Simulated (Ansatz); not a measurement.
How methods differ on BNH4 (BH2(NH2))

BNH4 has 6 atoms, charge 0, and is taken as a singlet. As SMILES, `[H]B([H])N`. The shape is that of a GFN2-xTB optimisation.

```xyz
6

B     0.3419    0.5951    0.0037
H     1.3301    0.6743    0.6274
H    -0.0786    1.4968   -0.6141
N    -0.3454   -0.5987   -0.0039
H    -1.1993   -0.7506   -0.5151
H    -0.0488   -1.4170    0.5020
```

Quantity: the energy change with the B1–H2 bond stretched from 1.171 to 2.928 Å, in eV. The values are calculated.

| level | kind | program | value (eV) | less FCI/STO-3G |
| --- | --- | --- | --- | --- |
| HF/STO-3G (restricted) | Hartree–Fock | Ansatz | 9.99 | +4.38 |
| SVWN5/STO-3G (restricted) | LDA | Ansatz | 7.34 | +1.73 |
| revPBE/STO-3G (restricted) | GGA | Ansatz | 6.94 | +1.33 |
| PBE0/STO-3G (restricted) | global hybrid | Ansatz | 7.91 | +2.30 |
| HSE06/STO-3G (restricted) | range-separated hybrid | Ansatz | 7.88 | +2.27 |
| wB97X/STO-3G (restricted) | range-separated hybrid | Ansatz | 8.47 | +2.86 |
| MP2/STO-3G (restricted) | perturbation theory | Ansatz | 7.34 | +1.73 |
| CCSD(T)/STO-3G (restricted) | coupled cluster or CI | Ansatz | 5.57 | -0.04 |
| CCSDTQ/STO-3G (restricted) | coupled cluster or CI | Ansatz | 5.61 | 0.00 |
| FCI/STO-3G | exact in the basis | Ansatz | 5.61 | 0.00 |

FCI/STO-3G is exact within its basis and frozen core, so for wave-function methods in that basis the difference is their error; functionals converge differently with the basis, so for them it is only a difference. Spin-restricted single references rise too steeply as a bond breaks, Hartree–Fock most of all. Perturbation and coupled-cluster corrections on them can overshoot downwards. The first shape isn't each level's own minimum. The values span 5.57 to 9.99 eV. All rows use very small basis sets, so even the best lies far from the true value.

Stretching the B–H bond brings its σ and σ* orbitals close in energy, so the singlet needs both the σ² and σ*² configurations to describe two electrons separating onto boron and hydrogen. A single closed-shell determinant instead keeps ionic B⁺H⁻ and B⁻H⁺ terms that should fade with distance, which accounts for most of the Hartree–Fock excess of 4.38 eV. MP2 removes much of this but still lies 1.73 eV too high, whereas CCSD(T) comes within 0.04 eV of FCI and CCSDTQ matches it to the printed precision.

Among the functionals, all three hybrids lie above both semilocal ones, probably because semilocal exchange mimics some of the left–right correlation that exact exchange leaves out. The identical MP2 and SVWN5 values are therefore no sign of a shared description of the bond. Since only two points on the curve are compared, the close CCSD(T) agreement doesn't establish that its error stays small at intermediate or longer separations.
